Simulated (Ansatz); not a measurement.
Ligand exchange: NaI + GeH3(NH2) → NaNH2 + GeH3I

Species: NaI (Sodium Iodide), singlet; GeH3(NH2), singlet; NaNH2 `[NH2][Na]`, singlet; GeH3I `[GeH3][I]`, singlet. The partners trade I for NH2: Na–I and Ge–NH2 bonds give way to Na–NH2 and Ge–I.

Shapes, held fixed at every level: PBE0-D4/def2-TZVP. Programs: Ansatz 0.2.0. The zero-point and thermal change to 298 K, harmonic and unscaled (PBE0-D4/def2-TZVP), is -7.5 kJ/mol.

(1) Estimate ΔH(298 K) of this reaction.

Results:

(1) The highest level, CCSD(T)/def2-TZVPP, gives ΔH(298 K) = +166.2 kJ/mol; the levels span +147.2 to +214.8. The column of differences is taken from that level and isn't an error. No measured value is set beside it here. For atoms past krypton def2 sets carry core potentials with scalar relativity. Relativity is left out for Ge unless named. Correlated rows may include outer-core shells of Ge, I, Na, which these sets cover unevenly.

```
              level                   kind  ΔH(298 K) (kJ/mol)  less CCSD(T)/def2-TZVPP
        HF/def2-SVP           Hartree–Fock              +214.8                    +48.6
      HF/def2-TZVPP           Hartree–Fock              +202.8                    +36.6
  PBE-D4/def2-TZVPP                    GGA              +147.2                    -19.0
B3LYP-D4/def2-TZVPP          global hybrid              +157.1                     -9.1
       MP2/def2-SVP    perturbation theory              +188.2                    +22.0
   CCSD(T)/def2-SVP  coupled cluster or CI              +185.3                    +19.1
      CCSD/def2-SVP  coupled cluster or CI              +188.9                    +22.7
 CCSD(T)/def2-TZVPP  coupled cluster or CI              +166.2                      0.0
```

The exchange is strongly endothermic at every level, so the reactants' pairing, sodium with iodide and germanium with amide, is clearly preferred. Amide is a far stronger base than iodide, and the covalently binding germyl centre rewards that basicity more than Na⁺, whose attraction is largely electrostatic. Iodide, a stable and weakly basic anion, loses less by sitting in an ion pair. The reaction therefore gives up a strong, polar Ge–N bond for a weaker Ge–I bond, and the new Na–N contact doesn't repay the loss.

Correlation lowers the cost markedly, probably because it stabilises covalently bound iodine in GeH3I more than nearly closed-shell iodide in NaI. Enlarging the basis also lowers both the Hartree–Fock and CCSD(T) values, which suggests that +166.2 kJ/mol still lies somewhat above the basis-set limit. The sign is secure, but the closeness of B3LYP to this value doesn't establish its accuracy. The preference applies to isolated molecules; lattice energies or solvation of the sodium salts could change the balance considerably.
